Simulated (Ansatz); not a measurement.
# Si: the change of energy above lowest point with volume scale

Results calculated with Ansatz 0.2.0, not measured. Free energy against uniform scaling of the volume at fixed shape and fractions; periodic cell, basis, potentials, k mesh and filling as listed.

The cell before it is scaled or strained (space group P6/mmm, No. 191):
```
cell vectors (Å)
   2.5354     0.0000     0.0000
  -1.2677     2.1957     0.0000
   0.0000     0.0000     2.3809
atoms (fractions of the cell vectors)
Si  0.00000  0.00000  0.00000
```

Settings of every row: functional LDA; dispersion none; potentials PAW; wave cutoff 500 eV; density cutoff 2000 eV; k mesh 13x13x12; k shift 0x0x0; occupations fermi dirac; smearing width 0.1 eV; spin none.

Limits: coarse k mesh, up to 40 meV an atom off; minimum outside the range.

```csv
row,volume scale,V (Å³/atom),energy above lowest point (meV/atom)
1,0.9406,12.467,138
2,0.9703,12.861,83.5
3,1,13.254,43.7
4,1.0297,13.648,?
5,1.0594,14.042,0
```

Question: what energy above lowest point should row 4 give?

Worked fit of energy above lowest point. Take u = (V_r/V)^(2/3) − 1 with V_r = 13.058 Å³ an atom, which is twice the finite (Eulerian) strain; such expansions in the strain, on which the Birch-Murnaghan equation of state is built, carry the rest volume and the bulk modulus. The shown rows have u = 0.03136, 0.01019, -0.00988, -0.04728. Least squares give energy above lowest point = 61.86 + 1981.2 × u + 14232 × u² meV/atom; a straight line predicts inner rows, each left out in turn, worse (root mean square 14 against 0.058 meV/atom). All shown rows lie on it to the printed digit. The withheld row has u = -0.02903, so the fit gives 61.86 + 1981.2 × (-0.02903) + 14232 × (-0.02903)² = 16.3 meV/atom.

The calculation gave 16.4 meV/atom. The fit lies 0.1 meV/atom (0.072 % of the column's range) below it, one unit of the last digit.
